**Sensitivity of n = 3 orbital energies to α in singly charged ions, Sc+ to Bi+**

The table holds Dirac-Coulomb Hartree-Fock energies of 3p1/2, 3p3/2 and 3d5/2 and their slopes q = dε/dx with x = (α/α0)² − 1, for configuration averages with a Fermi nucleus and without Breit, QED or correlation. The program compares differences of q with the one-electron Dirac formula, checks the virial form −(K + E)/2 of q for the total energy, and fits q/(Zα)² with a quadratic in Z plus counts of outer s, p and 4f electrons, against a quartic with as many parameters. The ratio of the slope of the 3p splitting to the splitting rises from 1.01 to 1.32 and is matched within 0.003 by bare Z, and the virial form holds within 0.36 %. Counting lowers the rms residual from about 4.7 to about 1.25 eV, with the same coefficients for 3p3/2 and 3d5/2, but it misses Pm+ and Re+ by 2.2 to 2.6 eV and the sign of q(3p3/2) in Zn+. The output also identifies the listed orbital energies of I+ and Yb+ as those of scaled runs and sets the Breit shifts of Se+ against q.

Calculated values. B-spline radial code 1: Dirac-Coulomb Hartree-Fock for spherical ions of charge +1 at the basis-set limit, with nl averaging, a Fermi nucleus (skin thickness 2.3 fm) and no Breit or QED terms. The slopes q = dε/dx (dE/dx for the total energy E), with x = (α/α0)² − 1, are difference quotients between runs with the speed of light scaled by 0.98 and 1.02; ε is from unscaled runs.

## Analysis program

```python
# Table: Dirac-Coulomb Hartree-Fock (B-spline radial code, nl average, Fermi nucleus, no Breit/QED) eigenvalues of
# 3p1/2, 3p3/2, 3d5/2 and q = d(eps)/dx, x = (alpha/alpha0)^2 - 1, for singly charged ions Sc+ to Bi+.
# Tested: point-Dirac scaling of q differences, virial form of q(total), outer-shell counting for the irregular rows.
T = {
    'ion': ['Sc+', 'Mn+', 'Zn+', 'Se+', 'Sr+', 'Ru+', 'Cd+', 'I+', 'La+', 'Pm+', 'Dy+', 'Yb+', 'Re+', 'Au+', 'Bi+'],
    'Z': [21, 25, 30, 34, 38, 44, 48, 53, 57, 61, 66, 70, 75, 79, 83],
    'N': [20, 24, 29, 33, 37, 43, 47, 52, 56, 60, 65, 69, 74, 78, 82],
    'configuration': ['[Ar] 3d1 4s1', '[Ar] 3d5 4s1', '[Ar] 3d10 4s1', '[Ar] 3d10 4s2 4p3', '[Kr] 5s1', '[Kr] 4d7', '[Kr] 4d10 5s1', '[Kr] 4d10 5s2 5p4', '[Xe] 5d2', '[Xe] 4f5 6s1', '[Xe] 4f10 6s1', '[Xe] 4f14 6s1', '[Xe] 4f14 5d5 6s1', '[Xe] 4f14 5d10', '[Xe] 4f14 5d10 6s2 6p2'],
    'e_3p12': [-50.0646, -77.5796, -117.118, -197.747, -307.536, -516.981, -687.539, -971.378, -1245.73, -1511.25, -1887.14, -2222.07, -2744.15, -3215.18, -3766.11],  # eV
    'e_3p32': [-49.5128, -76.2216, -113.838, -191.527, -296.513, -493.849, -651.918, -913.409, -1162.98, -1395.79, -1717.33, -1995.45, -2426.15, -2803.85, -3239.45],  # eV
    'e_3d52': [-16.0669, -22.9682, -29.9729, -80.8377, -157.331, -310.191, -436.752, -655.942, -869.204, -1064.31, -1334.67, -1568.15, -1936.82, -2259.8, -2635.6],  # eV
    'q_3p12': [-0.4087, -1.281, -3.445, -6.13, -10.87, -25.31, -39.99, -66.12, -97.03, -142.7, -219.6, -302.8, -435.7, -579.0, -757.3],  # eV
    'q_3p32': [0.1504, 0.1061, -0.0551, 0.3543, 0.7318, -0.5329, -1.329, -2.0, -3.932, -10.4, -19.89, -30.01, -40.67, -53.6, -63.93],  # eV
    'q_3d52': [0.1982, 0.3271, 0.6297, 1.874, 3.675, 6.072, 9.028, 14.99, 20.32, 23.35, 29.23, 34.75, 48.38, 59.48, 77.88],  # eV
    'q_total': [-100.3, -212.9, -467.1, -806.7, -1316, -2517, -3712, -5811, -8109, -11080, -16010, -21180, -29630, -38360, -49340],  # eV
}
import numpy as np
from scipy.constants import alpha, physical_constants as pc
from scipy.optimize import brentq
H = pc['Hartree energy in eV'][0]; c0 = 1/alpha
ion = T['ion']; Z = np.array(T['Z'], float); N = np.array(T['N'], float)
e1, e3, ed, q1, q3, qd, qt = (np.array(T[k], float) for k in ('e_3p12','e_3p32','e_3d52','q_3p12','q_3p32','q_3d52','q_total'))
xp, xm = 1/0.98**2-1, 1/1.02**2-1
# further outputs of the same runs (hartree): total and kinetic energy at real c; e-e energy at c*0.98 and c*1.02
E = -np.array([763.1758,1157.078,1794.327,2428.224,3177.906,4529.051,5593.049,7115.418,8493.469,10021.92,12161.33,14067.44,16707.32,19035.28,21565.4])
K = np.array([770.5427,1172.716,1828.64,2487.48,3274.559,4713.856,5865.566,7541.996,9088.645,10835.18,13336.04,15620.7,18878.97,21846.1,25178.92])
Vp = np.array([276.5968,430.0678,700.6647,938.734,1211.255,1707.272,2102.371,2622.539,3078.652,3659.924,4488.184,5245.464,6198.665,7046.607,7897.641])
Vm = np.array([276.5054,429.8979,700.3303,938.1227,1210.242,1705.526,2099.839,2618.54,3073.222,3653.071,4478.938,5233.828,6182.502,7026.328,7871.172])
nsp = np.array([1,1,1,5,9,8,9,14,16,17,17,17,17,16,20.])  # s and p electrons with n >= 4
nf = np.array([0,0,0,0,0,0,0,0,0,5,10,14,14,14,14.])      # 4f electrons
def dirac(z, n, k, c=c0):
    s = (z/c)**2
    return H*c*c*((1+s/(n-k+np.sqrt(k*k-s))**2)**-0.5-1)
qD = lambda z, n, k: (dirac(z, n, k, 0.98*c0)-dirac(z, n, k, 1.02*c0))/(xp-xm)
sp = lambda z: dirac(z, 3, 2)-dirac(z, 3, 1)
RD = lambda z: (qD(z, 3, 2)-qD(z, 3, 1))/sp(z)
S, D1, D2 = e3-e1, q3-q1, qd-q3
R = D1/S
zs = np.array([brentq(lambda z: sp(z)-s, 1, zz) for s, zz in zip(S, Z)])
print('ion  3p split, D1=q(3p3/2)-q(3p1/2) eV | D1/split: table, Dirac Z, Dirac Z-sigma, sigma | D2=q(3d5/2)-q(3p3/2) eV | D1/D2: table, Dirac Z')
for i, a in enumerate(ion):
    g = (qD(Z[i],3,2)-qD(Z[i],3,1))/(qD(Z[i],3,3)-qD(Z[i],3,2))
    print(f'{a:4s}{S[i]:8.3f}{D1[i]:9.3f} |{R[i]:7.4f}{RD(Z[i]):7.4f}{RD(zs[i]):7.4f}{Z[i]-zs[i]:6.2f} |{D2[i]:8.3f} |{D1[i]/D2[i]:6.2f}{g:6.2f}')
s2 = (Z*alpha)**2; t = Z/50
def fit(y, m, count):
    A = np.c_[t**0, t, t**2, nsp, nf] if count else np.c_[t**0, t, t**2, t**3, t**4]
    p = np.linalg.lstsq(A[m], y[m], rcond=None)[0]; r = y-A@p
    se = np.sqrt(np.diag(np.linalg.inv(A[m].T@A[m]))*np.sum(r[m]**2)/(m.sum()-5))
    return p, r, se, np.sqrt(np.mean(r[m]**2))
al = Z > 0; core = Z >= 34
ind = (Vp-Vm)/(xp-xm)*H/N; vir = -(K+E)/2*H
print('ion  y=q/(Z alpha)^2 eV, residual quartic, residual counting: 3p3/2 | 3d5/2 | q(3d5/2)/Z^4 1e-6 eV | dEee/dx per electron eV | virial q(total) eV, dev %')
for i, a in enumerate(ion):
    w = ' |'.join(f'{(q/s2)[i]:8.2f}{fit(q/s2,al,0)[1][i]:6.2f}{fit(q/s2,al,1)[1][i]:6.2f}' for q in (q3, qd))
    print(f'{a:4s}{w} |{qd[i]/Z[i]**4*1e6:6.2f} |{ind[i]:7.2f} |{vir[i]:9.1f}{100*(vir[i]/qt[i]-1):6.2f}')
print('Fits of y (5 parameters each, eV): rms quartic, rms counting, c_sp and c_f per electron relative to d, worst counting row')
for name, q in (('3p3/2', q3), ('3d5/2', qd), ('D2', D2)):
    for lab, m in (('all rows', al), ('Se+ on (3d core)', core)):
        p, r, se, rms = fit(q/s2, m, 1); j = np.argmax(np.abs(r)*m)
        out = '' if m.all() else ', off on Sc+ Mn+ Zn+ by ' + ' '.join(f'{v:.1f}' for v in r[:3])
        print(f'{name}, {lab}: {fit(q/s2,m,0)[3]:.2f}, {rms:.2f}, {p[3]:.2f}+-{se[3]:.2f}, {p[4]:.2f}+-{se[4]:.2f}, {ion[j]} {r[j]:.2f}{out}')
ex = lambda y: np.polyfit(np.log(Z), np.log(np.abs(y)), 1)[0]
print(f'Exponents in Z: q(total) {ex(qt):.2f}, q(3p1/2) {ex(q1):.2f}, q(3d5/2) {ex(qd):.2f}, D1 {ex(D1):.2f}; bare Dirac 1s2 / q(total): Sc+ {2*qD(Z[0],1,1)/qt[0]:.2f}, Bi+ {2*qD(Z[-1],1,1)/qt[-1]:.2f}')
# further outputs: listed 3p1/2, 3p3/2, 3d5/2 energies (hartree) of I+ and Yb+; zero-frequency Breit shifts (eV) of Se+
txt = []
for a, L, x, f in (('I+', (-35.79804,-33.57016,-24.08268), xp, 0.98), ('Yb+', (-81.2308,-73.28857,-57.67768), xm, 1.02)):
    i = ion.index(a)
    txt.append(f'{a} (c x {f}) ' + ' '.join(f'{l*H-e[i]:.2f}/{q[i]*x:.2f}' for l, e, q in zip(L, (e1, e3, ed), (q1, q3, qd))))
print('Listed orbital energy minus table / q*x, eV: ' + '; '.join(txt))
i = ion.index('Se+')
print('Se+ Breit shift / q for 3p1/2, 3p3/2, 3d5/2: ' + ', '.join(f'{b/q[i]:.2f}' for b, q in zip((0.4479, 0.3301, 0.1429), (q1, q3, qd))))
print(f'Rounding: D1/split about +-0.0005, q(total) up to 0.05 %, y up to {0.005/s2[ion.index("Pm+")]:.2f} eV; hydrogenic n/|kappa|-3/4 = 2.25, 0.75, 0.25')
assert np.all(q1 < 0) and np.all(qd > 0) and np.all(ind > 0)
assert np.all(R > 1) and np.all(np.diff(R) > 0) and np.all(np.diff(D2) > 0)
assert 4 < ex(qt) < 5
assert np.all(np.abs(vir/qt-1) < 0.01)
```

Running it gives:

```
ion  3p split, D1=q(3p3/2)-q(3p1/2) eV | D1/split: table, Dirac Z, Dirac Z-sigma, sigma | D2=q(3d5/2)-q(3p3/2) eV | D1/D2: table, Dirac Z
Sc+    0.552    0.559 | 1.0132 1.0154 1.0070  6.78 |   0.048 | 11.70  3.07
Mn+    1.358    1.387 | 1.0214 1.0220 1.0110  7.21 |   0.221 |  6.28  3.10
Zn+    3.280    3.390 | 1.0335 1.0320 1.0172  7.86 |   0.685 |  4.95  3.14
Se+    6.220    6.484 | 1.0425 1.0415 1.0238  8.06 |   1.520 |  4.27  3.18
Sr+   11.023   11.602 | 1.0525 1.0525 1.0318  8.13 |   2.943 |  3.94  3.23
Ru+   23.132   24.777 | 1.0711 1.0717 1.0464  8.17 |   6.605 |  3.75  3.32
Cd+   35.621   38.661 | 1.0853 1.0865 1.0579  8.20 |  10.357 |  3.73  3.39
I+    57.969   64.120 | 1.1061 1.1077 1.0744  8.22 |  16.990 |  3.77  3.49
La+   82.750   93.098 | 1.1251 1.1268 1.0896  8.22 |  24.252 |  3.84  3.58
Pm+  115.460  132.300 | 1.1459 1.1481 1.1068  8.19 |  33.750 |  3.92  3.68
Dy+  169.810  199.710 | 1.1761 1.1783 1.1311  8.15 |  49.120 |  4.07  3.83
Yb+  226.620  272.790 | 1.2037 1.2056 1.1532  8.12 |  64.760 |  4.21  3.97
Re+  318.000  395.030 | 1.2422 1.2444 1.1843  8.09 |  89.050 |  4.44  4.16
Au+  411.330  525.400 | 1.2773 1.2796 1.2125  8.06 | 113.080 |  4.65  4.35
Bi+  526.660  693.370 | 1.3165 1.3193 1.2443  8.01 | 141.810 |  4.89  4.56
ion  y=q/(Z alpha)^2 eV, residual quartic, residual counting: 3p3/2 | 3d5/2 | q(3d5/2)/Z^4 1e-6 eV | dEee/dx per electron eV | virial q(total) eV, dev %
Sc+     6.40 -1.32  1.16 |    8.44 -1.59  1.02 |  1.02 |   1.55 |   -100.2 -0.07
Mn+     3.19  1.79 -0.92 |    9.83  2.51 -0.28 |  0.84 |   2.41 |   -212.8 -0.06
Zn+    -1.15 -1.98 -1.84 |   13.14 -2.37 -2.39 |  0.78 |   3.92 |   -466.9 -0.05
Se+     5.76  2.93  0.41 |   30.44  2.58 -0.01 |  1.40 |   6.30 |   -806.2 -0.06
Sr+     9.52  4.99  0.95 |   47.79  4.95  0.94 |  1.76 |   9.31 |  -1315.0 -0.07
Ru+    -5.17 -7.89 -0.17 |   58.90 -7.47  0.33 |  1.62 |  13.80 |  -2514.4 -0.10
Cd+   -10.83 -7.68  1.25 |   73.58 -7.39  1.65 |  1.70 |  18.31 |  -3707.8 -0.11
I+    -13.37  3.48  1.14 |  100.21  3.33  1.12 |  1.90 |  26.14 |  -5803.9 -0.12
La+   -22.73 10.28 -0.17 |  117.45  9.83 -0.56 |  1.92 |  32.96 |  -8097.8 -0.14
Pm+   -52.49  0.83 -2.54 |  117.84  0.79 -2.56 |  1.69 |  38.82 | -11065.0 -0.14
Dy+   -85.75 -2.62 -0.66 |  126.01 -2.48 -0.59 |  1.54 |  48.35 | -15982.7 -0.17
Yb+  -115.01 -6.29 -0.20 |  133.18 -6.00 -0.04 |  1.45 |  57.31 | -21133.2 -0.22
Re+  -135.78  3.89  2.50 |  161.51  3.78  2.21 |  1.53 |  74.23 | -29546.8 -0.28
Au+  -161.28 -0.76 -0.37 |  178.97 -0.92 -0.62 |  1.53 |  88.36 | -38243.2 -0.30
Bi+  -174.27  0.36 -0.55 |  212.29  0.44 -0.23 |  1.64 | 109.71 | -49164.4 -0.36
Fits of y (5 parameters each, eV): rms quartic, rms counting, c_sp and c_f per electron relative to d, worst counting row
3p3/2, all rows: 4.79, 1.24, 2.25+-0.25, -3.14+-0.19, Pm+ -2.54
3p3/2, Se+ on (3d core): 4.74, 1.10, 2.00+-0.29, -3.14+-0.19, Re+ 2.35, off on Sc+ Mn+ Zn+ by 0.3 -2.1 -3.4
3d5/2, all rows: 4.63, 1.27, 2.24+-0.25, -3.15+-0.20, Pm+ -2.56
3d5/2, Se+ on (3d core): 4.56, 1.08, 1.94+-0.28, -3.16+-0.18, Pm+ -2.04, off on Sc+ Mn+ Zn+ by 0.5 -1.3 -4.0
D2, all rows: 0.32, 0.34, -0.01+-0.07, -0.01+-0.05, Mn+ 0.65
D2, Se+ on (3d core): 0.20, 0.28, -0.06+-0.07, -0.02+-0.05, Bi+ 0.43, off on Sc+ Mn+ Zn+ by 0.2 0.9 -0.5
Exponents in Z: q(total) 4.50, q(3p1/2) 5.39, q(3d5/2) 4.44, D1 5.17; bare Dirac 1s2 / q(total): Sc+ 0.72, Bi+ 0.54
Listed orbital energy minus table / q*x, eV: I+ (c x 0.98) -2.74/-2.73 -0.08/-0.08 0.62/0.62; Yb+ (c x 1.02) 11.67/11.76 1.17/1.17 -1.34/-1.35
Se+ Breit shift / q for 3p1/2, 3p3/2, 3d5/2: -0.07, 0.93, 0.08
Rounding: D1/split about +-0.0005, q(total) up to 0.05 %, y up to 0.03 eV; hydrogenic n/|kappa|-3/4 = 2.25, 0.75, 0.25
```
